Symmetric two-state model of a mixed-valence dimer: the Robin-Day class II-III boundary and the low-energy cutoff of the intervalence band

Part 1. Premises and conventions

In the classification of Robin and Day (1967) a mixed-valence dimer is class II when the odd electron is trapped on one centre although the centres interact, and class III when it is shared equally. Here the distinction is made on the shape of the lower adiabatic surface: two minima define class II, one minimum defines class III.

P1. Two orthonormal diabatic states suffice: a, with the odd electron on the first metal, and b, with it on the second.
P2. The nuclear coordinates (ligands and solvent) are harmonic with the same force constants in a and b, so the diabatic gap Va − Vb is linear in them.
P3. The dimer is symmetric: the diabatic minima have equal free energy, taken as the zero.
P4. The coupling H = ⟨a|Ĥ|b⟩ is the same at all geometries. The phase of b is chosen so that H > 0.
P5. The dipole operator along the metal-metal axis is diagonal in the diabatic basis, with μb − μa = er in magnitude; r is the diabatic charge-transfer distance.
P6. For the line shape only: nuclei are classical, in thermal equilibrium on the lower surface, and fixed during the transition.

The reorganisation energy λ > 0 is the vertical diabatic gap at either diabatic minimum. The dimensionless coordinate X is defined by Va − Vb = λ(2X − 1), so that a is relaxed at X = 0 and b at X = 1. By P2 the gap has a Gaussian distribution in each state. The Boltzmann weights of a and b differ at every configuration by exp[−(Vb − Va)/kT], so the free-energy profiles obey Ga(X) − Gb(X) = λ(2X − 1). Two parabolas of equal curvature, κX² and κ(X − 1)², differ by κ(2X − 1), hence κ = λ:

Ga = λX², Gb = λ(X − 1)². (1)

It is convenient to measure from the crossing, x = X − 1/2. Then Ga = λ/4 + λx² + λx and Gb = λ/4 + λx² − λx.

Part 2. Adiabatic surfaces

The matrix to be diagonalised has diagonal elements Ga, Gb and off-diagonal element H. With the mean Ḡ = λ/4 + λx² removed, the secular equation is (λx − w)(−λx − w) − H² = 0, or w² = λ²x² + H². With W(x) = √(λ²x² + H²),

G±(x) = λ/4 + λx² ± W(x), (2)

E(x) = G+ − G− = 2W(x) = √(4λ²x² + 4H²). (3)

Diagonalising free energies needs a justification. At any configuration the lower adiabatic energy is V− = Va − λx − W(x), which differs from Va by a function of x alone (this uses P4). That function factors out of the configurational integral at fixed x, so the free-energy profile of the lower state is Ga − λx − W, which is G− of (2). The same holds for G+, and (3) is the true vertical gap for every configuration with the given x, however many modes contribute.

Write ψ− = cos θ a − sin θ b and ψ+ = sin θ a + cos θ b. The off-diagonal element is λx sin 2θ + H cos 2θ. It vanishes for

cos 2θ = −λx/W, sin 2θ = H/W, 0 < 2θ < π, (4)

and the energy of ψ− is then Ḡ + λx cos 2θ − H sin 2θ = Ḡ − W, which confirms that ψ− is the lower state. The population difference in the lower state is pa − pb = cos 2θ. By P5 the transition dipole and the dipole change on excitation have the magnitudes

μ = er sin θ cos θ = er H/E, Δμ = er |cos 2θ| = er √(1 − 4H²/E²), (5)

so that Δμ² + 4μ² = (er)² at every geometry.

Part 3. Stationary points of the lower surface

Since dW/dx = λ²x/W,

dG−/dx = λx(2 − λ/W). (6)

This vanishes at x = 0, and wherever W = λ/2. The second condition reads λ²x² + H² = λ²/4. It has real nonzero roots only if 2H < λ:

x = ±x0, x0 = (1/2)√(1 − 4H²/λ²), that is X = 1/2 ± (1/2)√(1 − 4H²/λ²). (7)

To classify the points, differentiate again. From d²W/dx² = λ²/W − λ⁴x²/W³ = λ²H²/W³,

d²G±/dx² = 2λ ± λ²H²/W³. (8)

At x = 0, W = H and the curvatures are 2λ(1 ± λ/2H). At ±x0, W³ = λ³/8 and the lower curvature is 2λ − 8H²/λ = 2λ(1 − 4H²/λ²). The upper surface is convex everywhere and even in x, so it always has a single minimum at x = 0.

Case 2H < λ (class II). The curvature of G− is negative at x = 0 and positive at ±x0: a barrier top between two equivalent minima. The energies are G−(0) = λ/4 − H and G−(±x0) = λ/4 + (λ/4 − H²/λ) − λ/2 = −H²/λ. Their difference is the barrier

ΔG* = λ/4 − H + H²/λ = (λ − 2H)²/(4λ). (9)

The vertical gap at either minimum is E = 2W = λ. It does not depend on H, because W = λ/2 is itself the condition for the minimum. The coupling widens the gap at fixed x, the minimum moves towards the crossing where the diabatic gap is smaller, and the two changes cancel exactly: (2λx0)² + 4H² = λ². From (4) and (5), |pa − pb| = 2x0 and μ = er H/λ.

Case 2H > λ (class III). Now W ≥ H > λ/2 for all x, the bracket in (6) is positive, and x = 0 is the only stationary point, a minimum with G− = λ/4 − H. The vertical gap there is 2H, the populations are equal, Δμ = 0 and μ = er/2.

Case 2H = λ (the boundary). Expanding W = H + λ²x²/(2H) − λ⁴x⁴/(8H³) + … gives

G− = λ/4 − H + λ(1 − λ/2H)x² + [λ⁴/(8H³)]x⁴ + … (10)

At 2H = λ the quadratic term vanishes and G− = −λ/4 + λx⁴ + …, a single flat minimum with gap 2H = λ. The bracket in (6) is positive for x ≠ 0, so the boundary case has one minimum and is counted with class III. Just inside class II, (7) gives x0² ≈ (λ − 2H)/(2λ): the minima split as the square root of the distance from the boundary, while the barrier (9) grows only as its square.

The vertical energy at the equilibrium geometry is therefore

Ev = λ for 2H ≤ λ, Ev = 2H for 2H ≥ λ, (11)

continuous at the boundary with a break in slope. The position of the band gives λ in class II and H in class III, never both.

Part 4. Classical line shape

By (3), E(x) ≥ 2H for all x, with equality at x = 0 only. Under P6 each absorbing molecule contributes at its own gap E(x), so no intensity exists below 2H. This uses neither 2H < λ nor 2H ≥ λ: the cutoff is present in both classes, and what changes is how much intensity lies near it.

The absorption coefficient at photon energy E is proportional to E times the thermally weighted squared transition dipole,

ε(E) ∝ E ∫ dx exp[−G−(x)/kT] μ(x)² δ_D(E − 2W(x)), (12)

where δ_D is the Dirac delta function. Stimulated emission multiplies this by 1 − exp(−E/kT), which is unity for 2H ≫ kT, and the refractive index is taken as constant over the band. Three factors are evaluated on the shell 2W = E.

(i) Boltzmann factor. From (3), λx² = (E² − 4H²)/(4λ). Then G− = λ/4 + (E² − 4H²)/(4λ) − E/2, and completing the square,

G− = (E − λ)²/(4λ) − H²/λ. (13)

As a function of E the lower surface is an exact parabola centred on λ for every H. The coupling only shifts it by a constant and restricts its domain to E ≥ 2H.

(ii) Jacobian. |x| = √(E² − 4H²)/(2λ), so |dx/dE| = E/[2λ√(E² − 4H²)]. The two roots ±x contribute equally.

(iii) Intensity. Eμ² = (er)²H²/E by (5).

The powers of E cancel in the product of (ii) and (iii). With s² = 4λkT,

ε(E) ∝ (er)² H² exp[−(E − λ)²/s²]/√(E² − 4H²) for E > 2H, ε(E) = 0 for E < 2H. (14)

The proportionality constant contains the partition function and does not depend on E. The exponential will be called the envelope. Uncut, it has the full width at half maximum

Γ0 = 2s√(ln 2) = √(16 ln 2 · λkT). (15)

The other factor diverges at the edge as the inverse square root of δ = E − 2H, because the gap is stationary at x = 0 and a finite range of x maps on a narrow range of E. The divergence is integrable: the intensity within δ of the edge grows as √δ. The substitution E = 2H cosh u, equivalent to λ|x| = H sinh u, removes it, since dE/√(E² − 4H²) = du:

ε(E) dE ∝ g(u) du, g(u) = exp[−(2H cosh u − λ)²/s²], u ≥ 0. (16)

A Gaussian truncated at 2H is the envelope alone; the band itself carries the additional factor of (14).

Part 5. The band in the three regimes

Class II. At the edge the envelope has fallen to exp[−(λ − 2H)²/s²] = exp(−ΔG*/kT) of its peak, by (9). Absorption at the cutoff comes from molecules at the barrier top, and the cutoff is hidden when ΔG* ≫ kT. Stationary points of (14) follow from d ln ε/dE = −(E − λ)/(2λkT) − E/(E² − 4H²) = 0, or

f(E) = (λ − E)(E − 2H)(E + 2H)/E = 2λkT. (17)

The function f vanishes at E = 2H and at E = λ and is positive between them; above λ it is negative. A maximum separate from the edge exists only if the largest value of f exceeds 2λkT. The product (λ − E)(E − 2H) peaks at (λ − 2H)²/4, and (E + 2H)/E lies between 1 and 2, so the largest value of f lies between (λ − 2H)²/4 and (λ − 2H)²/2, that is between λΔG* and 2λΔG*. Hence ΔG* > kT is necessary for a separate maximum and ΔG* > 2kT is sufficient. For ΔG* ≫ kT, setting E = λ in the slowly varying factors of (17) gives

Emax ≈ λ − 2kT λ²/(λ² − 4H²). (18)

The independence of H is thus exact for the vertical energy (11); the maximum of ε lies below λ by a few kT, by an amount that does depend on H.

Class III and the boundary. For 2H ≥ λ both factors of (14) decrease with E, so the band falls monotonically from the edge. With E − λ = (2H − λ) + δ,

ε ∝ exp[−δ/b − δ²/s²]/√(δ(4H + δ)), b = 2λkT/(2H − λ). (19)

The envelope drops to half its edge value where (E − λ)² = (2H − λ)² + s² ln 2, at

δ½ = √[(2H − λ)² + s² ln 2] − (2H − λ), (20)

which equals Γ0/2 at the boundary and shrinks as 2H grows. Two limits give the mean offset ⟨δ⟩ of the band in closed form when δ ≪ 4H. Deep in class III, 2H − λ ≫ s, one has b ≪ s and the δ² term is negligible. The weight δ^(−1/2) exp(−δ/b) has the mean bΓ(3/2)/Γ(1/2) = b/2:

⟨δ⟩ = λkT/(2H − λ). (21)

The quadratic part of (10) gives the same: ⟨x²⟩ = kT/[2λ(1 − λ/2H)] and δ ≈ λ²x²/H. At the boundary 1/b = 0, the weight is δ^(−1/2) exp(−δ²/s²), and t = δ²/s² gives

⟨δ⟩ = s Γ(3/4)/Γ(1/4) = 0.338 s. (22)

Each of (21) and (22) is obtained from (19) by dropping factors that decrease with δ, so for 2H > λ both are upper bounds on ⟨δ⟩.

Borderline window. The condition ΔG* < kT is the same as λ − 2H < s. Throughout |λ − 2H| < s the band therefore falls monotonically from its edge on both sides of the boundary, and (14) varies smoothly with λ. The boundary is sharp for the topology of G− but not for the spectrum at finite temperature.

Part 6. Range of validity

(a) Parts 2 and 3 are exact for the model P1 to P4 at any ratio 2H/λ; no expansion in H is made. Equation (5) adds P5, and r need not equal the metal-metal distance, because the orbitals that carry the odd electron extend on to the ligands.

(b) Adiabatic separation. Give x a mass M and a diabatic frequency ω0, with Mω0² = 2λ. From (4), dθ/dx = λH/(2W²), largest at x = 0 where it is λ/2H. The diagonal correction there is (ħ²/2M)(dθ/dx)² = (ħω0)²λ/(16H²). The surfaces have meaning when ħω0 ≪ 2H. For small H this fails at the crossing, and passage over the barrier (9) is then not adiabatic.

(c) Classical nuclei. Equation (14) needs ħω ≪ kT for the modes along x. By (8) the frequencies at x = 0 in class III are ω± = ω0√(1 ± λ/2H). In a harmonic quantum picture the lines lie at 2H + ħω+(m + 1/2) − ħω−(n + 1/2), with m − n even because both surfaces and μ are even in x. Lines from excited levels n can fall below 2H. The divergence and the sharp edge are smoothed on the scale of ħω+. In class II, trapping also requires the barrier to exceed the zero-point energy in the wells.

(d) Constant H. Symmetric modes leave Va − Vb unchanged but can modulate H. If a symmetric mode of quantum ħωs shifts the gap by √(2S) ħωs q, with q dimensionless and ⟨q²⟩ = (1/2)coth(ħωs/2kT), it adds the variance σ² = S(ħωs)² coth(ħωs/2kT) and spreads the edge to both sides. Deep in class III, where (21) tends to zero, such terms set the whole width.

(e) Two states. Bridge orbitals and further d configurations must be remote compared with 2H and with the bandwidth.

(f) Symmetry and equilibrium. An offset ΔG0 added to Gb gives E = √[(2λx − ΔG0)² + 4H²] ≥ 2H, so the cutoff survives, but the minima become inequivalent; P3 needs |ΔG0| ≪ kT. In a frozen solvent the Boltzmann weight in (12) does not apply to the solvent part of λ. The model says nothing on rates, so it does not decide whether a shallow double well appears averaged to a given spectroscopic method.

Part 7. Numerical illustration: the Creutz-Taube ion

The ion [(NH3)5Ru(μ-pyrazine)Ru(NH3)5]5+ (Creutz and Taube, 1969) is formally Ru(II)-Ru(III) and has equivalent coordination at the two metals.

Inputs. T = 298 K, so kT = 0.02568 eV. The near-infrared band typically lies at approximately 1570 nm, a photon energy of 0.79 eV. The edge is placed there by choice, 2H = 0.79 eV and H = 0.395 eV, so the band position is an input and tests nothing. In class III the position carries no information on λ; the illustrative value λ = 0.70 eV is assumed.

Surfaces. λ/2H = 0.886 < 1, so the model is in class III with its minimum at X = 1/2, G−(0) = −0.220 eV and Ev = 0.79 eV. The curvatures at the minimum are 0.16 eV (lower) and 2.6 eV (upper), and the quartic coefficient in (10) is 0.49 eV. At the harmonic mean square displacement x² = kT/(lower curvature) = 0.16, the quadratic and quartic terms are 0.013 eV each, so the well is strongly anharmonic over the thermal range.

Envelope. s² = 0.0719 eV² and s = 0.268 eV. Since 2H − λ = 0.09 eV is smaller than s, the case lies in the borderline window. The uncut width is Γ0 = 0.45 eV, the envelope at the edge stands at 0.89 of its peak, and (20) gives δ½ = 0.15 eV. Stimulated emission is negligible, since 2H/kT = 31.

Band. Numerical integration of (16) gives ∫g du = 0.535 and ∫2H(cosh u − 1)g du = 0.0366 eV, both from 0 to ∞. Hence ⟨δ⟩ = 0.068 eV and the mean absorption energy is 0.86 eV. The bounds are 0.20 eV from (21), which is far outside its condition, and 0.091 eV from (22). The fraction of the integrated intensity within δ of the edge is the integral of g up to u = arcosh(1 + δ/2H), divided by the total:

δ = 0.04 eV: u = 0.317, integral 0.273, fraction 0.51
δ = 0.10 eV: u = 0.498, integral 0.401, fraction 0.75
δ = 0.20 eV: u = 0.697, integral 0.493, fraction 0.92

A divergent band has no half maximum. A Gaussian holds the fraction erf(√(ln 2)) = 0.761 of its area within its full width at half maximum, so the equivalent width Γeq is defined as the interval above the edge that holds this fraction. The table gives Γeq = 0.10 eV to two figures.

Sensitivity to λ. At λ = 2H = 0.79 eV the weight δ^(−1/2) exp(−δ²/s²) puts 0.76 of the intensity within 0.15 eV of the edge, and the dropped factor (4H + δ)^(−1/2) raises that fraction slightly, so Γeq is near 0.15 eV. With λ = 0.90 eV and the same H the model is in class II, with minima at X = 0.26 and 0.74, Ev = 0.90 eV and ΔG* = 0.0034 eV = 0.13 kT. By (17) this band has no separate maximum either. A band with a steep low-energy side thus places the model near or beyond the boundary without fixing the side.

Size of the neglected terms. Take ħω0 = 0.05 eV, typical of a ruthenium-nitrogen stretch, and assign all of λ to this mode, which overstates the quantum effects because the solvent part is classical. Then ħω0/2H = 0.063 and the diagonal correction is 0.0007 eV, so (b) is satisfied. Condition (c) is not: ħω+ = 0.069 eV = 2.7 kT, as large as ⟨δ⟩. With the harmonic ħω− = 0.017 eV, only a rough guide in so anharmonic a well, the 0 → 0 line lies at δ = 0.026 eV and the 2 → 0 line at δ = −0.008 eV, below the classical cutoff. For (d), the illustrative values S = 0.5 and ħωs = 0.08 eV give σ = 0.059 eV, or 2.355σ = 0.14 eV as a Gaussian full width, larger than Γeq. For (e), the spin-orbit constant of Ru(III), approximately 0.12 eV, mixes and splits the d⁵ hole states on the scale of the bandwidth, and the pyrazine π* orbital, which mediates the coupling, is a candidate third state. These terms rival the computed width, which is therefore meaningful to one or two figures at most.

Result. For 2H = 0.79 eV, λ = 0.70 eV and 298 K the model has a single minimum, no absorption below 0.79 eV (beyond about 1570 nm), a tail to high energy with mean offset 0.068 eV, and Γeq = 0.10 eV. These numbers are the model's, not the ion's. As typical knowledge, the band of the ion in solution at room temperature has a rounded maximum and a full width of roughly 0.18 eV; the model's equivalent width is about 0.6 of that, so the classical one-coordinate band is too narrow and its edge too sharp, in the direction expected from the omitted broadening under (c) and (d).